## False turn-on by $C\,dv/dt$ injection in a bridge leg

In a half bridge the transistor that is held off has its drain driven from near zero to the bus voltage when the opposite switch turns on. The gate-drain capacitance then injects a displacement current into the gate node. If the gate-source voltage at the cells reaches threshold, the channel opens while the other switch conducts, and a shoot-through current flows across the bus. This section derives the induced gate voltage, its upper bound, and the charge condition under which no drain slope and no gate resistance can produce turn-on.

### Premises and conventions

The device is an n-channel MOSFET. All potentials refer to its internal source. The internal gate potential is $v$, the drain potential is $v_D$, and $u = v_D - v$ is the drain-gate voltage. In numbers we use V, ns, nF, nH, nC, A and Ω, a consistent set in which Ω·nF = ns and Ω·nF·V/ns = V.

1. The drain potential is imposed by the rest of the circuit: $v_D = St$ for $0 \le t \le t_r = V/S$, and $v_D = V$ afterwards.
2. The gate is one node, tied to the source potential through $R_G$, the sum of the internal gate resistance, any external resistor and the pull-down resistance of the driver. At $t=0$ the gate is at rest, $v = 0$.
3. Charge storage is quasi-static. $C_{gs}$ is constant. $C_{gd}(u) > 0$ is a differential capacitance, and $Q(u) = \int_0^u C_{gd}(u')\,du'$ is the charge that has passed through it. The input capacitance is $C_{iss} = C_{gs} + C_{gd}$.
4. The shield electrode in the trench stays at source potential, so the gate-shield capacitance is part of $C_{gs}$ and the drain-shield capacitance does not touch the gate.
5. Gate-loop and common-source inductances are zero.
6. Turn-on means $v \ge V_T$, with a sharp threshold taken at the junction temperature.

### The gate-node equation

The gate is the positive plate of $C_{gs}$ when $v>0$ and the negative plate of $C_{gd}$ when $u>0$, so its charge, counted from the state $v = v_D = 0$, is

$$q_G = C_{gs}v - Q(v_D - v).$$

The oxide insulates the gate, and charge leaves only through the resistor: $dq_G/dt = -v/R_G$. The chain rule gives $dQ/dt = C_{gd}(u)(\dot v_D - \dot v)$. Collecting the terms in $\dot v$,

$$\left[C_{gs} + C_{gd}(u)\right]\dot v + \frac{v}{R_G} = C_{gd}(u)\,\dot v_D. \tag{1}$$

The coefficient of $\dot v$ is $C_{iss}$ and not $C_{gs}$, because a rising gate lowers the voltage across $C_{gd}$. Integrating the charge balance from $t=0$ gives the equivalent form

$$C_{gs}v + q_R = Q(v_D - v), \qquad q_R(t) = \frac{1}{R_G}\int_0^t v\,dt'. \tag{2}$$

The charge through $C_{gd}$ is shared between $C_{gs}$ and the charge $q_R$ removed by the driver.

During the ramp $d/dt = S\,d/dv_D$. Dividing (1) by $S$,

$$C_{iss}\frac{dv}{dv_D} + \frac{v}{R_GS} = C_{gd}(v_D - v). \tag{3}$$

Resistance and slope enter only as the product $R_GS$, also for a nonlinear $C_{gd}$. Halving the slope and halving the gate resistance have the same effect on the peak.

### Constant capacitances

With constant $C_{gd}$, equation (1) is linear. Set $\tau = R_GC_{iss}$ and multiply by $e^{t/\tau}/C_{iss}$. The left side becomes a total derivative:

$$\frac{d}{dt}\left(ve^{t/\tau}\right) = \frac{C_{gd}S}{C_{iss}}e^{t/\tau}.$$

Integration from $0$ to $t$ with $v(0)=0$ gives $ve^{t/\tau} = (C_{gd}S\tau/C_{iss})(e^{t/\tau}-1)$, and since $\tau/C_{iss} = R_G$,

$$v(t) = R_GC_{gd}S\left[1 - e^{-t/(R_GC_{iss})}\right], \qquad 0 \le t \le t_r. \tag{4}$$

This rises monotonically. After $t_r$ the right side of (1) vanishes and $v$ decays as $e^{-(t-t_r)/\tau}$, so the peak lies at $t_r$. With $x = t_r/\tau = V/(R_GC_{iss}S)$ the prefactor is $R_GC_{gd}S = (VC_{gd}/C_{iss})/x$, and

$$v_{pk} = \frac{VC_{gd}}{C_{gs}+C_{gd}}\,\varphi(x), \qquad \varphi(x) = \frac{1-e^{-x}}{x} = \int_0^1 e^{-xs}\,ds. \tag{5}$$

The integrand is below one and falls with $x$ for every $s>0$. Hence $\varphi<1$ and $\varphi$ decreases with $x$, so the peak grows with $R_GS$. The quotient form shows $\varphi<1/x$. Both inequalities together give

$$v_{pk} < \min\left(R_GC_{gd}S,\ \frac{VC_{gd}}{C_{gs}+C_{gd}}\right). \tag{6}$$

For a slow ramp, $x \gg 1$, the whole current $C_{gd}S$ flows in $R_G$ and the first bound is approached. For a fast ramp $\varphi = 1 - x/2 + x^2/6 - \dots$, the driver has no time to act, and the capacitive divider sets the gate voltage.

Define $\rho = V_TC_{iss}/(VC_{gd})$. If $\rho \ge 1$, (6) excludes turn-on for every finite $R_GS$. If $\rho<1$, immunity needs $x > x_c$ with $\varphi(x_c) = \rho$. Substituting $y = x_c - 1/\rho$ into $\rho x_c = 1 - e^{-x_c}$ gives $ye^y = -e^{-1/\rho}/\rho$. The root $y = -1/\rho < -1$ is the spurious solution $x_c = 0$ created by multiplying with $x_c$. The other real root has $y>-1$ and is the principal branch of the Lambert function:

$$R_GS < \frac{V}{C_{iss}x_c}, \qquad x_c = \frac1\rho + W_0\!\left(-\frac{e^{-1/\rho}}{\rho}\right). \tag{7}$$

### The bound for a voltage-dependent $C_{gd}$

In a shielded-gate cell $C_{gd}$ falls by more than an order of magnitude as the mesa depletes, and no single value represents it. The divider bound survives in charge form. Let $v_D(t)$ be any non-decreasing waveform from $0$ to $V$.

*Step 1: $v \ge 0$.* Along the actual solution the capacitances are positive functions of time, and (1) can be read as a linear equation. Its integrating factor gives

$$v(t) = \int_0^t \frac{C_{gd}\dot v_D}{C_{iss}}\bigg|_{t'}\exp\left[-\int_{t'}^t\frac{dt''}{R_GC_{iss}}\right]dt' \ge 0.$$

Therefore $q_R \ge 0$.

*Step 2: the open-gate voltage.* Let $G(v, v_D) = C_{gs}v - Q(v_D - v)$. Then $\partial G/\partial v = C_{iss} > 0$, $G(0,v_D) \le 0$ and $G(v_D,v_D) \ge 0$, so $G = 0$ has exactly one root $v_\infty(v_D)$. It is the voltage of a floating gate. Implicit differentiation gives $dv_\infty/dv_D = C_{gd}/C_{iss} > 0$, so the largest value is $v_\infty(V)$:

$$C_{gs}v_\infty = Q(V - v_\infty). \tag{8}$$

*Step 3: sufficiency.* Equation (2) reads $G(v,v_D) = -q_R \le 0$. Since $G$ increases with $v$, it follows that $v(t) \le v_\infty(v_D(t)) \le v_\infty(V)$. By the same monotonicity, $v_\infty(V) < V_T$ holds exactly when $G(V_T,V)>0$.

*Step 4: necessity.* For the ramp, step 3 gives $q_R(t_r) \le v_\infty t_r/R_G$. Because $\partial G/\partial v \ge C_{gs}$, the gap obeys $C_{gs}[v_\infty - v(t_r)] \le q_R(t_r)$, so

$$v(t_r) \ge v_\infty\left(1 - \frac{V}{R_GC_{gs}S}\right).$$

If $v_\infty > V_T$, a large enough $R_GS$ turns the device on.

Apart from the marginal case of equality, immunity for all $R_G$ and all $S$ therefore holds if and only if

$$\boxed{\,Q(V - V_T) = \int_0^{V-V_T}C_{gd}(u)\,du \;<\; C_{gs}V_T\,} \tag{9}$$

The upper limit is $V - V_T$, the swing of the drain-gate voltage with the gate at threshold. Using $Q(V)$ against $C_{gs}V_T$ is sufficient and slightly too strict. For constant capacitance (9) reads $C_{gd}(V - V_T) < C_{gs}V_T$, which rearranges to $VC_{gd}/C_{iss} < V_T$, the condition $\rho>1$.

If the driver rests at $V_{off}$ and the drain starts at $V_0$, the initial charge is $G(V_{off},V_0)$, step 1 applies to $v - V_{off}$, and the same argument gives

$$Q(V - V_T) - Q(V_0 - V_{off}) < C_{gs}(V_T - V_{off}). \tag{10}$$

### Relation to data-sheet charges

The gate charge to threshold at fixed drain voltage $V$ is $Q_{g(th)} = G(V_T,V) - G(0,V) = C_{gs}V_T + Q(V) - Q(V-V_T)$. Inserting this in (9) gives the equivalent statement

$$\int_0^V C_{rss}\,dv_D < Q_{g(th)}(V), \tag{11}$$

where $C_{rss}(v_D)$ is $C_{gd}$ at $v=0$. This form is more general than premise 3. For any gate charge $q_G(v,v_D)$ with $\partial q_G/\partial v>0$ and $\partial q_G/\partial v_D<0$, steps 1 to 3 give $q_G(V_T,V) > q_G(0,0)$. Joining the two states by raising the drain at $v=0$ and then the gate at $v_D = V$ turns this into (11). It thus covers a nonlinear $C_{gs}$ and a feedback capacitance that the shield makes dependent on $v_D$ and $v$ separately.

The plateau charge $Q_{gd}$ of a data sheet is a different integral. The gate sits at the plateau $V_{pl}$ while the drain falls from $V$ to about zero, so $Q_{gd} \approx Q(V - V_{pl}) - Q(-V_{pl})$. Compared with $Q(V)$ it gains the interval from $-V_{pl}$ to $0$, where $C_{gd}$ is largest, and loses the interval from $V - V_{pl}$ to $V$, where it is smallest. For a decreasing $C_{gd}$, $Q_{gd} > Q(V)$. Within premise 3 the rule of thumb $Q_{gd} < Q_{g(th)}$ is therefore sufficient and conservative, provided both charges refer to the bus voltage and to the threshold of the worst corner.

### The peak at finite $R_GS$

When (9) fails, the peak must be found from (3). At a stationary point the derivative vanishes and

$$v_{pk} = R_GS\,C_{gd}(v_D - v_{pk}). \tag{12}$$

Let $N = R_GSC_{gd}(u) - v$, which has the sign of $dv/dv_D$. Where $N=0$, $du/dv_D = 1$ and $dN/dv_D = R_GS\,C_{gd}'(u)$, negative for a decreasing $C_{gd}$. $N$ can cross zero only downwards, so there is a single maximum, either inside the ramp or at its end.

Since $C_{gd} \ll C_{gs}$, an expansion is available. Write $Q(v_D - v) = Q(v_D) - \delta$ with $\delta = \int_{v_D-v}^{v_D}C_{gd}\,du \ge 0$, and let $a = R_GC_{gs}S$, a voltage. Differentiating (2) with respect to $v_D$,

$$\frac{dv}{dv_D} + \frac{v}{a} = \frac{1}{C_{gs}}\left[C_{gd}(v_D) - \frac{d\delta}{dv_D}\right].$$

The zeroth-order solution $\bar v$ omits $\delta$. The difference $w = \bar v - v$ obeys $w' + w/a = \delta'/C_{gs}$ with $w(0) = \delta(0) = 0$. The integrating factor $e^{v_D/a}$ and one integration by parts give

$$w(v_D) = \frac{\delta(v_D)}{C_{gs}} - \frac{1}{a}\int_0^{v_D}e^{-(v_D-s)/a}\,\frac{\delta(s)}{C_{gs}}\,ds. \tag{13}$$

Both terms lie between $0$ and $\delta_{max}/C_{gs}$, so $|w| \le \delta_{max}/C_{gs}$. Evaluating $\delta$ with $\bar v$ in place of $v$ gives the first-order correction, with a remainder smaller by a further factor of order $C_{gd}/C_{gs}$.

A convenient empirical form is $C_{gd}(u) = C_\infty + C_1e^{-u/V_1}$ for $u \ge 0$, with $Q(u) = C_\infty u + C_1V_1(1-e^{-u/V_1})$. Each term of the source integrates directly. With $\kappa = 1/V_1 - 1/a$,

$$\bar v = \frac{aC_\infty}{C_{gs}}\left(1-e^{-v_D/a}\right) + \frac{C_1}{C_{gs}\kappa}\left(e^{-v_D/a} - e^{-v_D/V_1}\right). \tag{14}$$

Setting the derivative to zero and multiplying by $C_{gs}\kappa\,e^{v_D/V_1}$ locates the maximum at $v_D^*$ with

$$e^{\kappa v_D^*} = \frac{C_1/V_1}{C_1/a - \kappa C_\infty}. \tag{15}$$

If the denominator is not positive or $v_D^* > V$, the maximum is at the end of the ramp.

### Range of validity

*End points of the swing.* In hard commutation the body diode conducts during the dead time, so $V_0 = -V_F$, and the drain rings above the bus. Equation (10) covers both, with $V$ replaced by the first overshoot peak, since the waveform is monotonic up to it. A ringing drain is outside step 1: a falling drain pulls the gate below $V_{off}$, the driver supplies charge, and the next rise starts from a changed $q_G$.

*Gate-loop inductance.* With $L_G$ in series, $L_G\,di/dt + R_Gi = v$ delays the removal of charge and raises the peak when $L_G/R_G$ is comparable with the time to the peak. The bound remains. As long as $v \ge 0$ the current is non-negative and step 3 holds. For constant capacitances it holds at all times, since the fraction of an injected charge removed after a time $t$ is $g = 1 - e^{-\alpha t}[\cos\omega t + (\alpha/\omega)\sin\omega t]$ in the underdamped case, with $\alpha = R_G/2L_G$ and $\omega^2 = 1/(L_GC_{iss}) - \alpha^2$. Its derivative is proportional to $e^{-\alpha t}\sin\omega t$, its minima are $1 - e^{-2\pi n\alpha/\omega} \ge 0$, and so $q_R$, the convolution of $g$ with a non-negative injected current, is non-negative.

*Common-source inductance.* If the driver returns below an inductance $L_S$ that carries the drain-to-source current $i_S$, the gate loop drives $v$ towards $-L_S\,di_S/dt$. While the recovery and output-capacitance current rises this helps. While it falls, the driver pushes charge into the gate, $q_R$ can become negative, and (9) no longer guarantees immunity. A separate source return for the driver removes most of the term.

*Shield resistance.* The shield reaches the source through a resistance $R_{sh}$ that carries the displacement current of the drain-shield capacitance $C_{d,sh}$. For times longer than $R_{sh}(C_{d,sh}+C_{g,sh})$, and neglecting the smaller current from the gate, $v_{sh} \approx R_{sh}C_{d,sh}S$. The gate-shield part of $C_{gs}$ now holds $C_{g,sh}(v - v_{sh})$, which adds $C_{g,sh}v_{sh}$ to the right side of (2). The criterion becomes approximately

$$Q(V - V_T) + C_{g,sh}R_{sh}C_{d,sh}S < C_{gs}V_T, \tag{16}$$

which depends on the slope. Unconditional immunity in the sense of (9) exists only while the second term is small against the margin.

*Distributed gate.* For a gate line of total resistance $R_f$ contacted at one end and fed uniformly with a total current $I$, the quasi-static potential at fractional distance $\xi$ is $IR_f(\xi - \xi^2/2)$. Its mean is $IR_f/3$ and its far-end value is $IR_f/2$, so the far cells see $3/2$ of the lumped internal resistance. For identical cells charge flows only towards the contact, and (9) still bounds every cell.

*Threshold and feedback.* $V_T$ falls with temperature and is defined at a small drain current. Subthreshold current flows below it, and a brief excursion slightly above it passes little charge. Once the channel conducts appreciably it loads the switching node and lowers $S$, premise 1 fails, and (1) predicts the onset only. Turn-on of the parasitic bipolar transistor by displacement current in the body region is a separate mechanism that (9) does not address.

### Illustration: a 100 V shielded-gate FET on a 48 V bus

The inputs are illustrative and were chosen to reproduce capacitances and gate charges typical of a 100 V shielded-gate die of roughly 7 mΩ: $C_{gs} = 2.0$ nF, $C_\infty = 15$ pF, $C_1 = 300$ pF, $V_1 = 10$ V, and $R_G = 2.0$ Ω, made of 1.2 Ω internal and 0.8 Ω in the driver. The threshold at 25 °C is taken as 3.0 V typical and 2.2 V minimum, with an approximate coefficient of $-6$ mV/K, which gives 2.4 V and 1.6 V at 125 °C. Then $C_{gd}(0) = 315$ pF, $C_{gd}(48\text{ V}) = 17.5$ pF, $Q(48\text{ V}) = 3.70$ nC, and the charge-averaged capacitance is $Q(V)/V = 77$ pF. With $V_{pl} = 4.5$ V and $C_{gd}$ held at its zero-bias value for $u<0$, the model has $Q_{gd} = 5.0$ nC, $Q_{g(th)} = 6.05$ nC at the typical threshold, and a ratio of 0.83.

The criterion (9) gives:

| corner | $V_T$ (V) | $Q(V-V_T)$ (nC) | $C_{gs}V_T$ (nC) | ratio |
|---|---|---|---|---|
| typical, 25 °C | 3.0 | 3.64 | 6.0 | 0.61 |
| typical, 125 °C | 2.4 | 3.65 | 4.8 | 0.76 |
| minimum, 25 °C | 2.2 | 3.66 | 4.4 | 0.83 |
| minimum, 125 °C | 1.6 | 3.67 | 3.2 | 1.15 |

The root of (8) is $v_\infty = 1.83$ V. The model device passes in three corners and fails in the hot minimum corner. There (10) with $V_0 = 0$ is met by $V_{off}$ below $-0.20$ V, and (9) by $C_{gs}$ above 2.29 nF on the die.

Take $S = 10$ V/ns, so that $t_r = 4.8$ ns, $R_GS = 20$ Ω·V/ns, $R_GC_{gs} = 4.0$ ns and $a = 40$ V. Equation (14) becomes, with $t$ in ns,

$$\bar v = 0.30 + 1.70\,e^{-t/4} - 2.00\,e^{-t}\ \text{V}.$$

By (15) its maximum is at $v_D^* = 20.7$ V, or $t = 2.07$ ns, where $\bar v = 1.06$ V. The largest value of $\delta/C_{gs}$ along the ramp is 0.06 V. At $v_D^*$ it is 0.029 V, and (13) gives $w = 0.011$ V, so $v = 1.05$ V. The correction moves the maximum slightly later without changing these digits: (12) requires $C_{gd} = 52.5$ pF, reached at $v_D \approx 22$ V. The lumped model has a margin of 0.55 V in the worst corner. The gate pin, on the driver side of the internal resistance, shows only 0.42 V at that moment.

The table compares the peaks for several $R_GS$ with equation (5) evaluated for the charge-averaged capacitance.

| $R_GS$ (Ω·V/ns) | $v_D^*$ (V) | $\bar v$ (V) | $\bar v - w$ (V) | eq. (5), averaged $C_{gd}$ (V) |
|---|---|---|---|---|
| 4 | 9.3 | 0.53 | 0.52 | 0.31 |
| 20 | 20.7 | 1.06 | 1.05 | 1.05 |
| 100 | 48 (end) | 1.55 | 1.54 | 1.59 |
| 150 | 48 (end) | 1.64 | 1.63 | 1.65 |

The 1.6 V threshold is crossed between 100 and 150 Ω·V/ns. The averaged capacitance is adequate for fast ramps, where only the total charge matters, and too low for slow ramps, where the large $C_{gd}$ at low voltage sets the peak. The coincidence in the second row is accidental, since (5) places that peak at the end of the ramp. Using the capacitance at the bus voltage in (4) gives $R_GC_{gd}S = 0.35$ V, $\tau = 4.03$ ns, a peak of 0.24 V and a divider bound of 0.42 V. That peak is too low by a factor of 4.3.

The neglected terms are sized with assumed parasitic values at $S = 10$ V/ns.

- A start at $V_0 = -0.8$ V adds about 0.25 nC, or 0.13 V on the open-gate voltage. An overshoot to 70 V adds about 0.35 nC, or 0.18 V.
- $L_G = 2$ nH makes the loop critically damped, $L_GC_{gs}s^2 + R_GC_{gs}s + 1 = (2s+1)^2$ with the Laplace variable $s$ in ns$^{-1}$. The gate responds to the injected current $SC_{gd}(St) = 0.15 + 3e^{-t}$ A through the impedance $(2s+2)/(2s+1)^2$, which gives $\bar v = 0.300 + (1.425\,t - 0.300)\,e^{-t/2}$ V. The peak is 1.24 V at 2.21 ns, 0.18 V above the value without inductance.
- $L_S = 0.5$ nH with a current falling at 2 A/ns acts as a source of 1.0 V, of which 0.39 V reaches the gate after 2 ns through the time constant $R_GC_{gs}$.
- $R_{sh} = 0.5$ Ω, $C_{d,sh} = 0.6$ nF and $C_{g,sh} = 0.4$ nF give $v_{sh} = 3.0$ V and an injected 1.2 nC, or 0.6 V at the gate. Treated as a step at $t=0$, it has decayed to 0.36 V at the time of the peak. By (16) the typical cold device keeps its charge margin only up to about 20 V/ns.
- The far cells see an effective resistance of 2.6 Ω in the quasi-static estimate.

The contributions of $L_G$, $L_S$ and $R_{sh}$ add roughly to 0.9 V if their maxima coincide, which is comparable with the lumped peak and larger than the worst-corner margin. The model's 1.05 V is therefore the part due to $C_{gd}$ alone. With the parasitic terms included the model device stays below the typical thresholds, hot or cold, and may cross the hot minimum threshold, where a negative off-state bias, a separate source return or a lower slope is needed.